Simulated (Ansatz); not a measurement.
## A series in volume per atom on TiAu

Results calculated with Ansatz 0.2.0, not measured. Periodic Kohn-Sham DFT of a crystal at fixed atoms; pressure and stress are positive in compression; the energy is the free energy less that of spherical unpolarised free atoms; site moments are those in the method's own spheres, positive along +z.

Cell of the first row (space group Pm-3m, No. 221):
```
CELL_PARAMETERS angstrom
3.18760 0.00000 0.00000
0.00000 3.18760 0.00000
0.00000 0.00000 3.18760
ATOMIC_POSITIONS crystal
Ti 0.50000 0.50000 0.50000
Au 0.00000 0.00000 0.00000
```

Settings of every row: method all-electron LAPW; functional PBEsol; relativity scalar; k mesh 10x10x10; filling fermi-dirac; smearing width 0.08 eV; basis error target 1 meV/atom; nucleus gaussian.

Atom start moment: 0 on all atoms.

Limits: no spin-orbit coupling on heavy atoms.

| row | volume per atom (Å³) | energy less free atoms (eV/atom) | pressure (GPa) |
| --- | --- | --- | --- |
| 1 | 16.194 | -5.9205 | 4.995 |
| 2 | 16.538 | -5.9272 | 1.339 |
| 3 | 16.883 | -5.9266 | -1.908 |
| 4 | 17.055 | -5.9237 | -3.393 |
| 5 | 17.228 | -5.9193 | -4.792 |
| 6 | 17.4 | -5.9134 | -6.109 |
| 7 | 17.572 | ? | ? |
| 8 | 17.917 | -5.8879 | -9.619 |
| 9 | 18.261 | -5.865 | -11.626 |

Question: what energy less free atoms and pressure should row 7 give?

Worked fit of energy less free atoms. Take u = (V_r/V)^(2/3) − 1 with V_r = 17.142 Å³ an atom, which is twice the finite (Eulerian) strain; such expansions in the strain, on which the Birch-Murnaghan equation of state is built, carry the rest volume and the bulk modulus. The shown rows have u = 0.03866, 0.0242, 0.0102, 0.0034, -0.00333, -0.00991, -0.02905, -0.04128. Least squares give energy less free atoms = −5.92168 − 0.6583 × u + 17.573 × u² + 6.3 × u³ eV/atom; a parabola predicts inner rows, each left out in turn, worse (root mean square 0.0001 against 4.3e-05 eV/atom). All shown rows lie on it to the printed digit. Its lowest point lies at u = 0.0185, or V = 16.68 Å³ an atom, and the curvature there gives the bulk modulus at fixed shape and fractions, B = (4/9)(1 + u)² E″(u)/V = 159 GPa. The withheld row has u = -0.01638, so the fit gives −5.92168 − 0.6583 × (-0.01638) + 17.573 × (-0.01638)² + 6.3 × (-0.01638)³ = -5.9062 eV/atom.

The calculation gave -5.9062 eV/atom. The fit meets it to the printed digit.

Worked fit of pressure. Take u = (V_r/V)^(2/3) − 1 with V_r = 17.142 Å³ an atom, which is twice the finite (Eulerian) strain; such expansions in the strain, on which the Birch-Murnaghan equation of state is built, carry the rest volume and the bulk modulus. The shown rows have u = 0.03866, 0.0242, 0.0102, 0.0034, -0.00333, -0.00991, -0.02905, -0.04128. Least squares give pressure = −4.1072 + 208.512 × u + 668.39 × u² + 722 × u³ GPa; a parabola predicts inner rows, each left out in turn, worse (root mean square 0.011 against 0.0026 GPa). The rows lie off it by 0.000, -0.001, 0.002, -0.002, 0.002, 0.000, -0.001, 0.000. The pressure vanishes at u = 0.0186, or V = 16.68 Å³ an atom, and there the bulk modulus at fixed shape and fractions is B = −V dP/dV = (2/3)(1 + u) dP/du = 159 GPa. The withheld row has u = -0.01638, so the fit gives −4.1072 + 208.512 × (-0.01638) + 668.39 × (-0.01638)² + 722 × (-0.01638)³ = -7.346 GPa.

The calculation gave -7.35 GPa. The fit lies 0.004 GPa (0.024 % of the column's range) above it; its largest miss of a shown row is 0.002 GPa.
